## Question

In a two-layer cell of molybdenum disulfide, a hydrogen atom replaces one sulfur. The atoms were first relaxed, and the gradients belong to their final positions. Distances are measured from the place the sulfur had, so the hydrogen's 0.55 Å is its own shift. An electric field gradient describes how unevenly charge surrounds a nucleus, and a nucleus with a quadrupole moment responds to it by a splitting of its levels. At each site three principal gradients add up to zero: Vzz is the largest in size, and the asymmetry compares the other two. "Like atoms" counts the sites that share one set of results.

Ansatz 0.2.0, PBE, plane waves (cutoff 420 eV) and default PAW datasets, scalar-relativistic, without spin polarisation. The system is a 24-atom MoS₂ supercell with one S replaced by H, charge +1, atoms relaxed, k mesh 4×4×2, Fermi-Dirac smearing 0.01 eV. Vzz is the principal electric field gradient largest in size, and the asymmetry is (Vxx − Vyy)/Vzz.

| atom | like atoms | distance from the defect (Å) | Vzz (1e21 V/m^2) | asymmetry |
| --- | --- | --- | --- | --- |
| H9 | 1 | 0.55 | ? | ? |
| Mo5 | 3 | 2.36 | ? | ? |
| S17 | 1 | 3.09 | ? | ? |
| S10 | 3 | 3.17 | -3.92 | 0.58 |
| S21 | 3 | 3.55 | -5.07 | 0.01 |
| Mo8 | 1 | 3.97 | -9.06 | 0.00 |
| S18 | 3 | 4.42 | -6.80 | 0.36 |
| Mo1 | 1 | 4.61 | -7.03 | 0.00 |
| S24 | 1 | 4.76 | -4.68 | 0.00 |
| Mo2 | 3 | 5.59 | -7.10 | 0.01 |
| S13 | 3 | 6.43 | -4.92 | 0.01 |
| S16 | 1 | 7.16 | -4.99 | 0.00 |

Predict Vzz and the asymmetry for H9, Mo5 and S17. Give each prediction an error range and justify it.

## Model answer

**First find the layers.** S17 lies straight across the layer from the replaced sulfur, and S10 lies beside it on the same face. A rectangle with these two distances as sides has a diagonal of 4.43 Å, which is the distance of S18 to within 0.01 Å. S10 and S18 therefore share the hydrogen's layer. So does Mo8, whose distance fits the Mo plane in the middle of that layer. The other six known sites form the second layer. This matters more than distance: S21, at 3.55 Å but in the second layer, resembles the remote S16, whereas the farther S18 is clearly changed.

**Then use symmetry for the asymmetry.** The groups of three show that the cell keeps a threefold axis through the hydrogen. A turn by 120° carries a site off such an axis onto two partners, so a site without partners must lie on one. H9 and S17 lie on the axis through the hydrogen, and Mo8 lies on another, which survives only because the hydrogens repeat in a regular pattern. At such a site the gradients across the axis must look the same after the turn. An ellipse can't do that unless it is a circle, so the two smaller gradients are equal and the asymmetry is zero.

H9 and S17 have no partners, so both should have zero asymmetry. Mo5 belongs to a group of three and has no such protection. In perfect MoS₂ every site has its own threefold axis, and the groups of three in the second layer still come within 0.01 of zero. In the hydrogen's layer the disturbance is strong, and S10 and S18 reach 0.58 and 0.36. Their mean is the forecast for Mo5.

**The size of Vzz needs a different argument.** A charge contributes to the gradient in proportion to 1/distance³, so electrons close to the nucleus count most. A filled shell is round unless its surroundings distort it, so it usually contributes little; a small surplus of p or d electrons along one direction contributes much. Symmetry doesn't fix that surplus, so the best course is to borrow Vzz from a similar site. Mo8 serves for Mo5, and S18, on the same face of the layer, serves for S17.

**Hydrogen can be estimated directly.** Its s electrons are round to a first approximation, which leaves the charges around it. Take one positive unit charge at each of the three Mo5 sites, with the Mo plane halfway through the layer, and let the hydrogen be shifted towards that plane:

- Half the layer thickness is 3.09/2 = 1.545 Å, so the hydrogen's height above the plane is 1.545 − 0.55 = 0.995 Å.
- The squared sideways distance to each Mo is 2.36² − 1.545² = 3.18 Å², and the full distance is √(3.18 + 0.995²) = 2.04 Å.
- The squared cosine of the angle to the axis is 0.995²/(3.18 + 0.995²) = 0.237.
- The gradient along the axis is 3 × 14.4 × (3 × 0.237 − 1)/2.04³, about −1.5 V/Å², or −0.15 × 10²¹ V/m².

A shift away from the plane gives about the same size with a positive sign. The distance alone doesn't reveal the direction. A shift towards the plane is likelier, because hydrogen is smaller than sulfur and forms shorter bonds, but the unknown response of its own electrons still leaves the sign open. Even with four unit charges on each Mo the size is only about 0.6, far below the values at Mo and S.

The predictions, with Vzz in 10²¹ V/m², are:

- **H9:** asymmetry 0.00 ± 0.05; Vzz 0 ± 1, sign open.
- **Mo5:** asymmetry 0.47 ± 0.40; Vzz −9.1 ± 4.3.
- **S17:** asymmetry 0.00 ± 0.02; Vzz −6.8 ± 2.9.

The range for Vzz of S17 is the difference between S10 and S18, which shows how much the position within this layer matters. The range for Mo5 is one and a half times as wide, a judgement made because Mo5 is a direct neighbour of the hydrogen. The range for Vzz of H9 is set somewhat wider than the estimate with four unit charges. The ranges for the asymmetry are judgements too: narrow where symmetry demands zero, and wide for Mo5, because two sulfur sites are a weak guide to a metal site.

## Computed values

The withheld rows as computed:

| atom | like atoms | distance from the defect (Å) | Vzz (1e21 V/m^2) | asymmetry |
| --- | --- | --- | --- | --- |
| H9 | 1 | 0.55 | -0.25 | 0.00 |
| Mo5 | 3 | 2.36 | -9.56 | 0.54 |
| S17 | 1 | 3.09 | -5.03 | 0.00 |

## Remarks on the reasoning

All six values fall within their ranges, but they don't earn equal credit. The two zeros are the firmest success, because symmetry demands them. They depend on the hydrogen staying on the axis; a sideways shift would remove the reason for both. The run kept the symmetry, so it doesn't test whether such a shift would lower the energy.

At the hydrogen, the small gradient supports the view that it has no strongly lopsided shell of its own. The negative sign agrees with a shift towards the Mo plane. This is only a hint, since the point charges leave out how the hydrogen's own electrons deform.

Mo5 is clearly asymmetric, as forecast. Its Vzz lies 0.5 from the value borrowed from Mo8 and 2.5 from the mean of the Mo sites in the second layer, so borrowing within the layer was the better choice here. The range was wide enough to admit both, which makes this a modest test. The closeness may also be partly luck, because Mo5 has lost a sulfur neighbour and Mo8 has not.

S17 shows where borrowing fails. The forecast was too negative by 1.8, about a third of the computed size, while the mean of the second layer's sulfur sites would have come within about 0.1. Sharing a layer and a face with S18 was thus a poor guide. Nor can Vzz be added up neighbour by neighbour. S18 has two Mo neighbours that lost a sulfur and S17 has three, so equal shifts of Vzz per neighbour would have taken S17 to −7.7. But the gradient has directions as well as a size, and each changed neighbour can tilt or stretch it in its own way. At S17 the three neighbours are equivalent, so their sideways parts cancel. At S18 two of them can leave a remainder, which fits its asymmetry of 0.36 and can also make Vzz larger in size. But S10 has two such neighbours as well, and its Vzz is 1.0 less negative than the mean of the second layer's sulfur sites, where that of S18 is 1.9 more negative. The count of changed neighbours thus doesn't explain even the direction of the shift. A site off the axis is therefore a doubtful model for one on it. The printed output below lists these comparisons.

It is tempting to conclude that S17 hardly notices the hydrogen. Its zero asymmetry can't support that, because symmetry enforces it however strong the disturbance. Mo8 makes the point: its asymmetry is also zero, yet its Vzz is 2.0 more negative than the mean of the Mo sites in the second layer.

The comparison with the second layer has its own limit, since that layer belongs to the same charged cell and is only a stand-in for perfect MoS₂. The hydrogens also repeat every 2 × 3.17 Å, about 6.3 Å, so they form a dense sheet. S10 and S18 are equally far from two of them and Mo8 from three, so the changes at these sites aren't those around a single hydrogen. Even the zero asymmetry of Mo8 comes from this pattern: beside a lone hydrogen, symmetry wouldn't demand it. The run has no band gap, so the gradients can move with the k mesh, and no test of the mesh is given; a difference as small as 0.1 therefore carries no meaning. S17 may be nearly undisturbed, or changes in its p electrons along and across the axis may cancel. Which of the two holds is the question that the table leaves open; the p populations of S17, set beside those of a perfect crystal, would help to answer it.

Output of the analysis:

```
Distance of S18 built from S17 and S10 at right angles, angstrom: 4.427
Distance of Mo2 built from Mo1 and S10 at right angles, angstrom: 5.595
Mean Vzz of the S sites in the other layer, 1e21 V/m^2: -4.915
Mean Vzz of the Mo sites in the other layer, 1e21 V/m^2: -7.065
Vzz of Mo8 less the mean of Mo in the other layer, 1e21 V/m^2: -1.995
Vzz of S10 less the mean of S in the other layer, 1e21 V/m^2: 0.995
Vzz of S18 less the mean of S in the other layer, 1e21 V/m^2: -1.885
Difference of Vzz between S10 and S18, 1e21 V/m^2: 2.88
Gradient at H from three unit charges at Mo5, H shifted towards the Mo plane, 1e21 V/m^2: -0.1461
Gradient at H from three unit charges at Mo5, H shifted away from the Mo plane, 1e21 V/m^2: 0.1532
Larger size of the two with charges of four units, 1e21 V/m^2: 0.6129
Forecasts for H9, Mo5 and S17 (other rows repeat the known value), Vzz in 1e21 V/m^2:
  row  forecast Vzz  error bar  computed Vzz  forecast less computed  forecast asymmetry  its error bar  computed asymmetry  its forecast less computed
   H9             0          1         -0.25                    0.25                   0           0.05                   0                           0
  Mo5         -9.06       4.32         -9.56                     0.5                0.47            0.4                0.54                       -0.07
  S17          -6.8       2.88         -5.03                   -1.77                   0           0.02                   0                           0
  S10         -3.92          0         -3.92                       0                0.58              0                0.58                           0
  S21         -5.07          0         -5.07                       0                0.01              0                0.01                           0
  Mo8         -9.06          0         -9.06                       0                   0              0                   0                           0
  S18          -6.8          0          -6.8                       0                0.36              0                0.36                           0
  Mo1         -7.03          0         -7.03                       0                   0              0                   0                           0
  S24         -4.68          0         -4.68                       0                   0              0                   0                           0
  Mo2          -7.1          0          -7.1                       0                0.01              0                0.01                           0
  S13         -4.92          0         -4.92                       0                0.01              0                0.01                           0
  S16         -4.99          0         -4.99                       0                   0              0                   0                           0
Lowest Vzz allowed by the forecast for Mo5, 1e21 V/m^2: -13.38
Highest Vzz allowed by the forecast for Mo5, 1e21 V/m^2: -4.74
Lowest Vzz allowed by the forecast for S17, 1e21 V/m^2: -9.68
Highest Vzz allowed by the forecast for S17, 1e21 V/m^2: -3.92
Rival for S17 with equal shifts from three changed Mo neighbours, 1e21 V/m^2: -7.742
Computed Vzz of Mo5 less the mean of Mo in the other layer, 1e21 V/m^2: -2.495
Computed Vzz of S17 less the mean of S in the other layer, 1e21 V/m^2: -0.115
```
